**Student.** You said the valence-bond projector has no sign problem and that its weights are powers of two. Where does the two come from?

**Lecturer.** Premises first. We have $N$ spins $1/2$, with $\hbar=1$, on a bipartite lattice whose sublattices A and B hold $N/2$ sites each. There are $N_b$ nearest-neighbour bonds $b=(i,j)$, always with $i\in$ A and $j\in$ B, and $J>0$:

$$H=J\sum_b \mathbf S_i\cdot\mathbf S_j=\frac{JN_b}{4}-JQ,\qquad Q=\sum_b P_b,\qquad P_{ij}=\tfrac14-\mathbf S_i\cdot\mathbf S_j .$$

Since $\mathbf S_i\cdot\mathbf S_j$ is $-3/4$ on the singlet and $+1/4$ on the triplet, $P_{ij}$ has eigenvalues 1 and 0 and projects on the singlet. A valence bond is $(a,b)=(\uparrow_a\downarrow_b-\downarrow_a\uparrow_b)/\sqrt2$ with the A site written first. A basis state $|V\rangle$ is a product of $N/2$ such bonds of any length.

**Student.** $P_{ij}(i,j)=(i,j)$ is obvious. What if $i$ and $j$ have other partners?

**Lecturer.** Let $i,l\in$ A and $j,k\in$ B. The amplitude of $(a,b)$ is $\epsilon_{\sigma_a\sigma_b}/\sqrt2$ with $\epsilon_{\uparrow\downarrow}=-\epsilon_{\downarrow\uparrow}=1$. Because $P_{ij}=|(i,j)\rangle\langle(i,j)|$, we contract the bra with $(i,k)(l,j)$:

$$\frac{1}{2\sqrt2}\sum_{\sigma_i\sigma_j}\epsilon_{\sigma_i\sigma_j}\epsilon_{\sigma_i\sigma_k}\epsilon_{\sigma_l\sigma_j}=\frac{1}{2\sqrt2}\sum_{\sigma_j}\delta_{\sigma_j\sigma_k}\epsilon_{\sigma_l\sigma_j}=\frac12\,\frac{\epsilon_{\sigma_l\sigma_k}}{\sqrt2}.$$

Hence

$$P_{ij}\,(i,k)(l,j)=\tfrac12\,(i,j)(l,k).$$

The new bond $(l,k)$ again runs from A to B and the coefficient is positive.

**Student.** That sign looks like an artefact. Reverse one singlet and it flips.

**Lecturer.** It does flip. What counts is that one orientation exists that makes every coefficient positive at once, and two sublattices supply it. Now expand

$$Q^m|V_0\rangle=\sum_{b_1\dots b_m}P_{b_m}\cdots P_{b_1}|V_0\rangle=\sum_r W_r|V_r\rangle,\qquad W_r=2^{-n_{\rm off}(r)} .$$

Each operator of the string $r$ maps one basis state to one basis state, with factor 1 (diagonal) or $1/2$ (off-diagonal), and $n_{\rm off}$ counts the reconnections. Metropolis sampling replaces a few operators, propagates $|V_0\rangle$ again and accepts with probability $\min(1,2^{\,n_{\rm off}-n'_{\rm off}})$. This is the scheme of Sandvik (2005).

**Student.** Why should $Q^m$ select the ground state, and not the top of the spectrum?

**Lecturer.** $Q$ is a sum of projectors, so its eigenvalues $\lambda_n=N_b/4-E_n/J$ are non-negative, and the largest, $\lambda_0$, belongs to $E_0$. We still need $\langle 0|V_0\rangle\neq0$. Attach to each spin configuration the Marshall sign $(-1)^{n_\downarrow^A}$, where $n^A_\downarrow$ counts down spins on A. On an antiparallel pair $P_{ij}=\frac12(1-\text{swap})$, on a parallel pair it vanishes, and a swap across a bond changes $n_\downarrow^A$ by one. In the signed basis $Q$ therefore has only non-negative elements, and on a connected lattice swaps link all configurations with $S^z=0$. The Perron–Frobenius theorem gives a unique top eigenvector of that sector with strictly positive amplitudes. Every multiplet has an $S^z=0$ member, so this vector has the lowest energy overall. Each $|V\rangle$ has amplitudes $2^{-N/4}$ or 0 in the signed basis, since every bond contributes $-1$ exactly when its A spin is down. So $\langle0|V\rangle>0$, and the unique state $|0\rangle$, overlapping a singlet, is itself a singlet.

**Student.** The basis is not orthogonal. How do I get an energy without overlaps?

**Lecturer.** Choose a bra with the same overlap on all basis states. The Néel configuration $|\mathcal N\rangle$, up on A and down on B, has $\langle\mathcal N|V\rangle=2^{-N/4}$ for every $V$. Define

$$E(m)=\frac{\langle\mathcal N|HQ^m|V_0\rangle}{\langle\mathcal N|Q^m|V_0\rangle}.$$

As $m\to\infty$ the ket turns into $|0\rangle$, and $\langle\mathcal N|0\rangle>0$, so $E(m)\to E_0$. Apply all $N_b$ projectors in $H$ to the final state $|V_r\rangle$. Let $m_{\rm diag}$ lattice bonds carry a valence bond of $V_r$. They return factor 1, and the other $m_{\rm off}=N_b-m_{\rm diag}$ return $1/2$. The overlaps cancel:

$$E(m)=\frac{JN_b}{4}-J\Big\langle m_{\rm diag}+\frac{m_{\rm off}}2\Big\rangle=-\frac{JN_b}{4}-\frac J2\langle m_{\rm diag}\rangle,$$

with $\langle x\rangle=\sum_rW_rx_r/\sum_rW_r$. Keep the two counts apart. $n_{\rm off}$ belongs to the string, while $m_{\rm diag}$ and $m_{\rm off}$ belong to the final state.

**Student.** So the energy only counts short bonds. And $m_{\rm diag}\le N/2$.

**Lecturer.** With positive weights that gives a rigorous bound, $E_0\ge -J(N_b+N)/4$.

**Student.** Then I use the same bra for $\mathbf S_i\cdot\mathbf S_j$ at any distance.

**Lecturer.** No. The one-sided ratio works because $|0\rangle$ is an eigenstate of $H$. For another operator $O$ it tends to $\langle\mathcal N|O|0\rangle/\langle\mathcal N|0\rangle$, which is not the expectation value. Project both sides:

$$\langle O\rangle=\frac{\sum_{l,r}W_lW_r\langle V_l|V_r\rangle\,O_{lr}}{\sum_{l,r}W_lW_r\langle V_l|V_r\rangle},\qquad O_{lr}=\frac{\langle V_l|O|V_r\rangle}{\langle V_l|V_r\rangle}.$$

For the overlap, superpose the bonds of $V_l$ and $V_r$. Every site has one bond of each kind, so the bonds close into $N_\circ$ loops, a shared bond being a loop of two sites. A spin configuration contributes only if it is antiparallel on all bonds of both states, so spins alternate round each loop, in two possible ways per loop. The Marshall sign is the same in bra and ket, so each of the $2^{N_\circ}$ configurations gives $+2^{-N/2}$:

$$\langle V_l|V_r\rangle=2^{N_\circ-N/2}.$$

This loop rule goes back to Sutherland (1988). For $V_l=V_r$ there are $N/2$ loops and the norm is 1. The sampling weight is $2^{N_\circ-n_{\rm off}(l)-n_{\rm off}(r)}$ up to a constant, again positive.

**Student.** And the $3/4$? Counting configurations handles only $S^zS^z$.

**Lecturer.** Start there. $S_i^zS_j^z$ is diagonal, so its estimator is its mean over the $2^{N_\circ}$ configurations. Every step along a loop changes both sublattice and spin. On a common loop the product is therefore $+1/4$ for equal sublattices and $-1/4$ for opposite ones, in both orientations. On different loops the orientations are independent and the mean is 0. Bra and ket are both total singlets, invariant under global rotations, and a rotation carries $S^z_iS^z_j$ into $S^x_iS^x_j$ or $S^y_iS^y_j$. The three components are equal. With $\phi_i=+1$ on A and $-1$ on B,

$$(\mathbf S_i\cdot\mathbf S_j)_{lr}=\begin{cases}\tfrac34\phi_i\phi_j & i,j\ \text{on one loop}\\ 0&\text{otherwise.}\end{cases}$$

Summing over sites, $\big(\sum_i\phi_i\mathbf S_i\big)^2$ has the estimator $\frac34\sum_\alpha L_\alpha^2$, with $L_\alpha$ the number of sites on loop $\alpha$. The two-sided energy is $-\frac34JN_b\,p$, where $p$ is the weighted fraction of lattice bonds with both ends on one loop.

**Student.** Where does all this stop working?

**Lecturer.** In four places. First, frustration. An antiferromagnetic coupling inside a sublattice creates A–A bonds, and rewriting those in A–B bonds brings minus signs. A ferromagnetic A–B coupling gives $P_{ij}$ a negative coefficient. Unequal positive A–B couplings are harmless and add a factor $J_b$ per operator. Second, spin-rotation symmetry. Exchange anisotropy or a non-uniform field, a staggered one for example, spoils the closure of the basis and the factor three. A uniform field in any direction couples only to the total spin and annihilates every $|V\rangle$, so both survive. It defeats the method only once it brings a state with $S>0$ below the lowest singlet. Third, the basis as defined spans singlets on balanced lattices, at zero temperature and without holes. Fourth, finite $m$. The one-sided estimate carries a bias of order $(\lambda_1/\lambda_0)^m\approx e^{-m\Delta/(J\lambda_0)}$, where $\Delta$ is the gap to the lowest singlet that overlaps both bra and ket. Since $\lambda_0\propto N$, one needs $m\gg J\lambda_0/\Delta$. That estimate is in general not variational.

**Student.** Show me numbers, for the copper spins in La$_2$CuO$_4$.

**Lecturer.** Model a CuO$_2$ plane by a periodic $4\times4$ cluster, $N=16$, $N_b=32$, so $E(m)=-8J-\frac J2\langle m_{\rm diag}\rangle$ and $E_0\ge-12J$. As trial state take $|U\rangle$, the equal-weight sum of all $8!$ basis states. The derivation is linear in the ket, so we simply average over $V_0$, and short strings can be summed exactly. At $m=0$ a given lattice bond is occupied with probability $1/8$, so $\langle m_{\rm diag}\rangle=4$ and $E(0)=-10J$.

**Student.** Do the loops agree with that?

**Lecturer.** Here they must. $|U\rangle$ is symmetric under permutations of A sites and of B sites, so $S_A=S_B=4$, and two spins 4 form exactly one singlet. $|\mathcal N\rangle$ also has $S_A=S_B=4$, so its singlet part is proportional to $|U\rangle$. As $Q^m|U\rangle$ is a singlet, the Néel bra acts as $\langle U|$. Then $E(m)=8J-J\mu_{m+1}/\mu_m$ with $\mu_m=\langle U|Q^m|U\rangle/\langle U|U\rangle$. This ratio is a mean of the $\lambda_n$ with non-negative weights $|\langle n|U\rangle|^2\lambda_n^m$, so for this trial state every $E(m)$ is an upper bound.

Now count loops. Going from an A site along its left bond and back along a right bond defines a permutation of the eight A sites, whose cycles are the loops, each weighted by 2. Build the permutation by inserting sites one at a time. For two sites, one cycle weighs 2 and two cycles weigh 4. Inserting site $k+1$ multiplies the total by $k+2$ in either case, from $k$ slots in old cycles or one new cycle, and never joins or splits old cycles. Two A sites thus share a loop with probability $1/3$. The left partner of a B site $j$ is uniform and independent of that permutation. It is $i$ with probability $1/8$, so $p=\frac18+\frac78\cdot\frac13=\frac5{12}$ and $E=-\frac34\cdot32\cdot\frac5{12}J=-10J$.

**Student.** Agreed. Now project.

**Lecturer.** Let $P_b$ act on a uniform sum of $n!$ pairings. Each result contains $b$. It arises once diagonally and $n-1$ times by reconnection, because any of its other bonds could be the new $(l,k)$. So the remaining sites stay uniformly paired, and the mean weight per input state is $[1+(n-1)/2]/n=(n+1)/2n$.

For $m=1$, $n=8$ gives $9/16$ per bond and $\mu_1=18$. Removing the two sites of $b$ deletes 7 lattice bonds and leaves 25, each occupied with probability $1/7$. So $\langle m_{\rm diag}\rangle=1+25/7=32/7$, $\mu_2/\mu_1=16+16/7=128/7$ and $E(1)=-10.286J$.

For $m=2$, sort the second operator $b'$. The choice $b'=b$ has weight 1 and leaves the count $32/7$. The six bonds touching $b$ always reconnect, weight $1/2$ each, and map the pairings one-to-one onto $b'$ times a uniform rest, count $32/7$ again. The 25 disjoint bonds have $n=7$ and weight $4/7$. They leave $32-14+c$ lattice bonds among twelve sites, occupied with probability $1/6$, where $c$ counts lattice bonds joining $b$ to $b'$ that were deleted twice. Each of the six bonds leaving $b$ ends on a site with three further bonds, so $\sum c=18$. The total weight is $1+3+100/7=128/7$, matching $\mu_2/\mu_1$. The weighted count is

$$4\cdot\frac{32}7+\frac47\Big[25\Big(2+\frac{18}6\Big)+\frac{18}{6}\Big]=\frac{640}7 ,$$

so $\langle m_{\rm diag}\rangle=5$, $E(2)=-10.5J$ and $\mu_3/\mu_2=37/2$.

**Student.** That creeps. Can three moments do better?

**Lecturer.** Yes. We have $\mu_2=2304/7$ and $\mu_3=42624/7$. Diagonalise $Q$ in the orthonormal pair $|U\rangle$ and $(Q-18)|U\rangle$, normalised. The squared off-diagonal element is the variance $\mu_2-18^2=36/7$. The second diagonal element is $(\mu_3-36\mu_2+18^3)/(36/7)=14$. The upper eigenvalue is $16+\sqrt{4+36/7}=19.024$, a lower bound on $\lambda_0$. Therefore

$$-12J\le E_0\le-11.024J,\qquad -0.75J\le E_0/N\le-0.689J .$$

A converged run must then find $\langle m_{\rm diag}\rangle=-16-2E_0/J$ between 6.047 and 8 in the one-sided scheme, and $p=-E_0/24J$ between 0.459 and 0.5 in the two-sided one.

**Student.** In meV?

**Lecturer.** With a typical nearest-neighbour exchange $J\approx135$ meV as input, the model's energy lies between $-101$ and $-93$ meV per Cu site. That is a statement about the 16-site torus, and a plane needs extrapolation in $N$.

**Student.** And the terms the model drops?

**Lecturer.** The one-band Hubbard expansion gives $J\approx4t^2/U$, a ring exchange $J_c=80t^4/U^3$ multiplying $(\mathbf S_1\cdot\mathbf S_2)(\mathbf S_3\cdot\mathbf S_4)+(\mathbf S_1\cdot\mathbf S_4)(\mathbf S_2\cdot\mathbf S_3)-(\mathbf S_1\cdot\mathbf S_3)(\mathbf S_2\cdot\mathbf S_4)$ on each plaquette with corners numbered in order, and second- and third-neighbour couplings $J'=J''=4t^4/U^3$. For a typical $U/t\approx10$, $J_c=0.2J$ and $J'=0.01J$. In the Néel configuration of the infinite lattice the ring term costs $J_c/16=0.0125J$ per site, and the four same-sublattice pairs per site cost $4\cdot J'/4=0.01J$. Together that is $0.0225J$, about 3 meV, against a bracket 8 meV wide, so the meV digit belongs to the model alone. These terms also lie outside the method, because $J'$ and $J''$ act within a sublattice and the ring term puts $+J_cP_{12}P_{34}$ into $H$, which enters the projector with a negative weight.